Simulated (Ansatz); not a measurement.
Te: pressure and energy change per atom as volume scale varies

All results are calculated (Ansatz 0.2.0). Plane-wave DFT, scalar-relativistic PAW made under PBE with cores redone for the functional, no dispersion; the given relaxed cell is scaled uniformly, energy at zero smearing counts from the unscaled cell, pressure at the given Fermi-Dirac smearing is positive in compression.

The cell before it is scaled or strained (space group P6_3/mmc, No. 194):
```
Te
1.0
      3.8884     0.0000     0.0000
     -1.9442     3.3675     0.0000
      0.0000     0.0000     4.4033
Te
2
Direct
  0.33333 0.66667 0.25000
  0.66667 0.33333 0.75000
```

Settings of every row: spin polarised no; functional LDA; wave cutoff 420 eV; smearing width 0.1 eV; k mesh 11x11x8.

Atom starting moment: 0 on all atoms.

Limits: no spin-orbit coupling, which can matter with elements this heavy; the cell comes from a prototype or a list of computed structures and needn't be the stable phase.

| row | volume scale | V (Å³/atom) | pressure (GPa) | energy change per atom (meV) |
| --- | --- | --- | --- | --- |
| 1 | 0.88 | 25.369 | 10.59 | 99.83 |
| 2 | 0.92 | 26.523 | 6.23 | 40.37 |
| 3 | 0.96 | 27.676 | ? | ? |
| 4 | 1.04 | 29.982 | -2.24 | 8.88 |
| 5 | 1.08 | 31.135 | -4 | 32.06 |
| 6 | 1.12 | 32.288 | -5.41 | 66.65 |

Question: what pressure and energy change per atom should row 3 give?

Worked fit of pressure. Take u = (V_r/V)^(2/3) − 1 with V_r = 29.982 Å³ an atom, which is twice the finite (Eulerian) strain; such expansions in the strain, on which the Birch-Murnaghan equation of state is built, carry the rest volume and the bulk modulus. The shown rows have u = 0.11782, 0.08516, 0, -0.02484, -0.0482. Least squares give pressure = −2.259 + 77.62 × u + 264.97 × u² GPa; a straight line predicts inner rows, each left out in turn, worse (root mean square 0.76 against 0.059 GPa). The rows lie off it by 0.03, -0.04, 0.02, 0.02, -0.03. The pressure vanishes at u = 0.0267, or V = 28.82 Å³ an atom, and there the bulk modulus at fixed shape and fractions is B = −V dP/dV = (2/3)(1 + u) dP/du = 62.8 GPa. Letting shape and atoms relax would as a rule lower it, by much in layered, chain or molecular crystals. The withheld row has u = 0.0548, so the fit gives −2.259 + 77.62 × (0.0548) + 264.97 × (0.0548)² = 2.79 GPa.

The calculation gave 2.75 GPa. The fit lies 0.04 GPa (1.5 % of the value, 0.25 % of the column's range) above it; its largest miss of a shown row is 0.04 GPa.

Worked fit of energy change per atom. Take u = (V_r/V)^(2/3) − 1 with V_r = 29.982 Å³ an atom, which is twice the finite (Eulerian) strain; such expansions in the strain, on which the Birch-Murnaghan equation of state is built, carry the rest volume and the bulk modulus. The shown rows have u = 0.11782, 0.08516, 0, -0.02484, -0.0482. Least squares give energy change per atom = 8.565 − 636.591 × u + 11949.92 × u² meV; a straight line predicts inner rows, each left out in turn, worse (root mean square 34 against 0.89 meV). The rows lie off it by 0.38, -0.65, 0.32, 0.31, -0.36 (root mean square 0.42 meV). The withheld row has u = 0.0548, so the fit gives 8.565 − 636.591 × (0.0548) + 11949.92 × (0.0548)² = 9.57 meV.

The calculation gave 8.99 meV. The fit lies 0.58 meV (6.5 % of the value, 0.64 % of the column's range) above it; its largest miss of a shown row is 0.65 meV.
